Dear colleague,

The Onsager escape probability that you use for the charge yield of irradiated SiO$_2$ can be read off a chain of three sites, and the same chain shows why the low-field slope divided by the intercept contains no thermalisation distance. Here is the chain, its solution, and the comparison with the full theory.

**Conventions.** A hole and an electron have thermalised a distance $r_0$ apart. In SiO$_2$ the hole is typically far less mobile than the electron, so I picture it fixed at the origin. Strictly, $\mathbf r$ is the vector from hole to electron and $D$ is the sum of the two diffusion coefficients. The permittivity is $\varepsilon=\varepsilon_r\varepsilon_0$, $F$ is the magnitude of the field, and $\theta$ is the angle between $\mathbf r$ and the force of the field on the electron, which defines $+z$. The pair energy is

$$\frac{U}{kT}=-\frac{r_c}{r}-2\kappa z,\qquad r_c=\frac{e^2}{4\pi\varepsilon kT},\qquad \kappa=\frac{eF}{2kT}.$$

With the typical static value $\varepsilon_r=3.9$, $T=300$ K, $kT=25.85$ meV and $e^2/4\pi\varepsilon_0=1.440$ eV nm, one gets $r_c=14.28$ nm. The range $r_0=5$ to $10$ nm is assumed, so every yield below is the model's and not the oxide's.

Let $\varphi(\mathbf r)$ be the probability that a pair now at $\mathbf r$ separates for good. It must equal its own average after one short step of drift and diffusion, $D\nabla^2\varphi+\mathbf v\cdot\nabla\varphi=0$, and the Einstein relation gives $\mathbf v=-D\nabla U/kT$. Multiplying by $e^{-U/kT}$,

$$\nabla\cdot\left(D\,e^{-U/kT}\,\nabla\varphi\right)=0 .$$

This is the equation of a voltage $\varphi$ in a medium of conductivity $De^{-U/kT}$, held at 0 on a capture sphere of radius $a$ and at 1 at infinity.

## Three sites at zero field

At $F=0$ the medium is a stack of spherical shells in series. The resistance between radii $r_1<r_2$ is

$$R(r_1,r_2)=\int_{r_1}^{r_2}\frac{e^{-r_c/r}\,dr}{4\pi Dr^2}=\frac{e^{-r_c/r_2}-e^{-r_c/r_1}}{4\pi D r_c}.$$

Keep three sites: "recombined" at $a$, "pair" at $r_0$, "free" at infinity. The pair leaves inwards at a rate proportional to $1/R_{\rm in}$, with $R_{\rm in}=R(a,r_0)$, and outwards at a rate proportional to $1/R_{\rm out}$, with $R_{\rm out}=R(r_0,\infty)$. The common prefactor sets the lifetime and cancels in the branching ratio:

$$P_0=\frac{1/R_{\rm out}}{1/R_{\rm in}+1/R_{\rm out}}=\frac{R_{\rm in}}{R_{\rm in}+R_{\rm out}}=\frac{e^{-r_c/r_0}-e^{-r_c/a}}{1-e^{-r_c/a}} .$$

This is a voltage divider, and since the same current crosses every shell it gives the continuum $\varphi(r_0)$ without approximation. For an assumed $a=0.5$ nm, $e^{-r_c/a}=3.9\times10^{-13}$, so $P_0=e^{-r_c/r_0}$. The capture radius drops out because deep in the Coulomb well the medium is an almost perfect conductor, and $D$ drops out because it scales both resistors alike. With $r_c/r_0=2.856$ and $1.428$, the model gives $P_0=0.0575$ at 5 nm and $0.2397$ at 10 nm.

Adding sites changes nothing. Put nodes at both 5 and 10 nm. In units of $1/(4\pi Dr_c)$ the three links are $0.0575$, $0.1823$ and $0.7603$. From the inner node the outward hop has probability $p=R_1/(R_1+R_2)=0.2397$, and from the outer node $q=R_2/(R_2+R_3)=0.1934$. Then $P_5=pP_{10}$ and $P_{10}=q+(1-q)P_5$, so $P_{10}=q/[1-(1-q)p]=0.2397$ and $P_5=0.0575$, as before, with all returns from 10 nm to 5 nm summed.

## The weak field

One expects a term linear in $F$ to go as $\cos\theta$ and to vanish on averaging over orientations. Part of it does. The part that survives is proportional to $|F|$ and is made far from the pair, where the field, however weak, beats diffusion. Two angular functions, 1 and $\cos\theta$, are enough. I set $a\to0$ and $\kappa r_c\ll1$.

*Far region*, $r\gg r_c$. The Coulomb force is negligible, and $u=1-\varphi$ obeys $\nabla^2u+2\kappa\,\partial_zu=0$. Writing $u=e^{-\kappa z}w$ gives $\nabla^2w=\kappa^2w$, whose decaying point-source solution is $e^{-\kappa r}/r$. Hence

$$1-\varphi=C\,\frac{e^{-\kappa r(1+\cos\theta)}}{r}\approx C\left[\frac1r-\kappa-\kappa\cos\theta\right]\qquad(r\ll1/\kappa).$$

*Near region*, $r\ll1/\kappa$. Put $\varphi=Ne^{-r_c/r}+\kappa f(r)\cos\theta$. At first order in $\kappa$ the isotropic part still obeys the zero-field equation, so only its amplitude $N$ can change. The $\cos\theta$ part obeys

$$\frac{(r^2f')'}{r^2}-\frac{2f}{r^2}-\frac{r_c}{r^2}f'=-\frac{2r_c}{r^2}e^{-r_c/r},$$

which $f=r_ce^{-r_c/r}$ solves: the first and third terms cancel and the second equals the right-hand side. The homogeneous solution that vanishes at the origin grows like $r$ and has no partner in the far region, so it is absent.

*Matching* in $r_c\ll r\ll1/\kappa$. The near form tends to $N(1-r_c/r)+\kappa r_c\cos\theta$ and the far form is $1-C/r+C\kappa+C\kappa\cos\theta$. The $1/r$ terms give $C=r_c$ at leading order, the constants give $N=1+\kappa r_c$, and the $\cos\theta$ terms then agree by themselves. So

$$\varphi=e^{-r_c/r_0}\left[1+\kappa r_c(1+\cos\theta)\right],\qquad Y=\langle\varphi\rangle_\theta=e^{-r_c/r_0}\left[1+\frac{eFr_c}{2kT}\right].$$

In the chain this is a single change. For $r\gg r_c$ the zero-field resistance from $r$ to infinity is $1/r$ in units of $1/(4\pi D)$, and the isotropic part of the far solution replaces it by $1/r-\kappa$. The field shorts out the piece beyond $r\sim1/\kappa$. In the same units $R_{\rm in}=e^{-r_c/r_0}/r_c$ is untouched and the total falls from $1/r_c$ to $1/r_c-\kappa$, so the divider gives $e^{-r_c/r_0}/(1-\kappa r_c)$, which is $Y$ to first order. The distance $r_0$ only says where the divider is tapped, while the field changes the total resistance, which is common to all taps. Therefore

$$\frac{1}{Y(0)}\frac{dY}{dF}\bigg|_{F\to0}=\frac{er_c}{2kT}=\frac{e^3}{8\pi\varepsilon k^2T^2}$$

for every $r_0$, and so also for any isotropic distribution of $r_0$. For our inputs it is $2.76\times10^{-5}$ cm/V, or $27.6$ cm/MV, and the linear term reaches unity at $36.2$ kV/cm. Use the shortened resistor for the first-order escape probability only. It is not the bulk recombination coefficient: a uniform density remains a steady solution in any field, since the drift is divergence-free away from the origin, and the Langevin coefficient $4\pi Dr_c$ does not depend on $F$.

## Comparison with the full solution

Onsager solved the point-sink problem in 1938 for any field. With $A=r_c/r$ and $x=\kappa r(1+\cos\theta)$,

$$\varphi=e^{-A-x}\sum_{n=0}^{\infty}\frac{x^n}{n!}\sum_{m=0}^{n}\frac{A^m}{m!}=1-\int_0^A e^{-x-s}I_0(2\sqrt{xs})\,ds .$$

It is the probability that a Poisson number $M$ of mean $A$ does not exceed an independent Poisson number $N_x$ of mean $x$. The proof is short. In the variables $A$ and $x$ the equation for $\varphi$ reads

$$\frac{A}{r^2}\left[A\varphi_{AA}-2x\varphi_{Ax}+(A-2x)\varphi_A-x\varphi_x\right]+\frac{2\kappa}{r}\left[x\varphi_{xx}+(1+x)\varphi_x+A\varphi_A\right]=0 .$$

Let $p_j$ be the probability that $M-N_x=j$. Then $\varphi_A=-p_0$, $\varphi_x=p_1$, $\partial_Ap_j=p_{j-1}-p_j$ and $\partial_xp_j=p_{j+1}-p_j$. The brackets become $xp_1-Ap_{-1}$ and $xp_2+p_1-Ap_0$, and both vanish by the recurrence $jp_j=Ap_{j-1}-xp_{j+1}$, taken at $j=0$ and $j=1$. Also $\varphi\to0$ as $A\to\infty$ and $\varphi\to1$ as $A\to0$.

Expanding in $x$ gives $\varphi e^{A}=1+Ax+(A^2/4-A/2)x^2+\dots$ The first two terms are the chain's result, angle included, because $Ax=\kappa r_c(1+\cos\theta)$. With $\langle(1+\cos\theta)^2\rangle=4/3$ and $y=\kappa r_c$,

$$\frac{Y}{P_0}=1+y+\frac13\left(1-\frac{2r_0}{r_c}\right)y^2+O(y^3).$$

So $r_0$ first enters the normalised curve at second order. The coefficient is $+0.10$ at 5 nm and $-0.13$ at 10 nm, and changes sign at $r_c/2=7.14$ nm. At 10 kV/cm the quadratic term is $+2.8$ and $-3.7$ per cent of the linear one.

For the full average, note that isotropy makes $x$ uniform on $[0,X]$ with $X=eFr_0/kT$. The integral of the Poisson weight $e^{-x}x^n/n!$ up to $X$ is the probability that $N_X>n$, and summing over $n\ge M$ counts the integers with $M\le n<N_X$. Thus $Y=\langle\max(N_X-M,0)\rangle/X$. The model's normalised yields are:

| $F$ (kV/cm) | chain, $1+y$ | full, $r_0=5$ nm | full, $r_0=10$ nm |
|---|---|---|---|
| 10 | 1.276 | 1.283 | 1.266 |
| 30 | 1.829 | 1.886 | 1.733 |
| 100 | 3.76 | 4.16 | 2.79 |
| 1000 | 28.6 | 14.8 | 4.02 |

At 1 MV/cm the linear law would give yields of 1.6 and 6.9, which is impossible. There $X=19.3$ and $38.7$, $N_X$ nearly always exceeds $M$, and $Y\approx1-A/X$ with $A/X=e/(4\pi\varepsilon r_0^2F)=0.148$ and $0.037$. This limit depends on $r_0$ and not on temperature, the reverse of the low-field ratio. The universal slope has to be sought at a few tens of kV/cm at most, far below the MV/cm fields of a biased gate oxide.

## What can spoil the slope in your samples

*Thickness.* The linear term is made at distances of order $1/\kappa=2kT/eF$, which is $51.7$ nm at 10 kV/cm. An interface that collects electrons cuts the outer resistor in the same way. For an absorbing sphere of radius $L$ the zero-field divider gives $e^{-r_c/r_0}/e^{-r_c/L}$, an increase of 15 per cent for $L=100$ nm, against 28 per cent from the field at 10 kV/cm. A planar film changes the numerical factor and adds image forces. The two cuts compete for the same distant resistance and do not add, so a thin film shows a raised intercept and a rounded start. Use field or buried oxides several times thicker than $1/\kappa$, and remember that built-in and trapped-charge fields count in $F$.

*Isolation of pairs.* Gamma rays act through fast Compton electrons. With typical values of 17 eV per pair, a collision stopping power of 1.6 MeV cm$^2$/g and a density of 2.2 g/cm$^3$, the loss is $0.352$ eV/nm and the mean spacing along a track is 48 nm, or $3.4\,r_c$. A single pair is then a fair picture inside $r_c$, but the spacing is comparable to $1/\kappa$ at 10 kV/cm, and energy is deposited in clusters and at dense track ends. Capture by a neighbouring hole lowers the yield, and near 10 kV/cm its effect on the slope need not be small.

*Diffusion limit.* With a typical electron mobility of 20 cm$^2$/V s and a typical effective mass of $0.5\,m_e$, the scattering time is $5.7$ fs, the thermal speed $\sqrt{3kT/m^*}$ is $1.65\times10^7$ cm/s and the free path is $\ell=0.94$ nm. Over one free path the Coulomb energy changes by $r_c\ell/r_0^2=0.54\,kT$ at 5 nm and $0.13\,kT$ at 10 nm. The diffusion picture is marginal at the short end, so the digits of $P_0$ belong to the chain and a fitted $r_0$ is an effective length. The field energy per free path is $0.036\,kT$ at 10 kV/cm but $3.6\,kT$ at 1 MV/cm, where the electrons are hot and the last row of the table is outside the model's own assumptions.

The model's absolute yields are 0.24 and 0.67 at 100 kV/cm, and 0.85 and 0.96 at 1 MV/cm, for 5 and 10 nm. As typical knowledge and not as a measurement, yields in thick oxides under cobalt-60 gamma rays are roughly 0.3 and 0.7 at these fields, so the 10 nm case is too high by about a factor of two at the lower field and by more than a third at the higher; the 5 nm case lies closer, which tests nothing because $r_0$ is free. The quantity that does test the isolated-pair picture is the ratio of slope to intercept, $27.6$ cm/MV in the model at 300 K and varying as $1/(\varepsilon_rT^2)$, taken in a thick film near 10 kV/cm, where the $r_0$-dependent curvature is below 4 per cent of the linear term.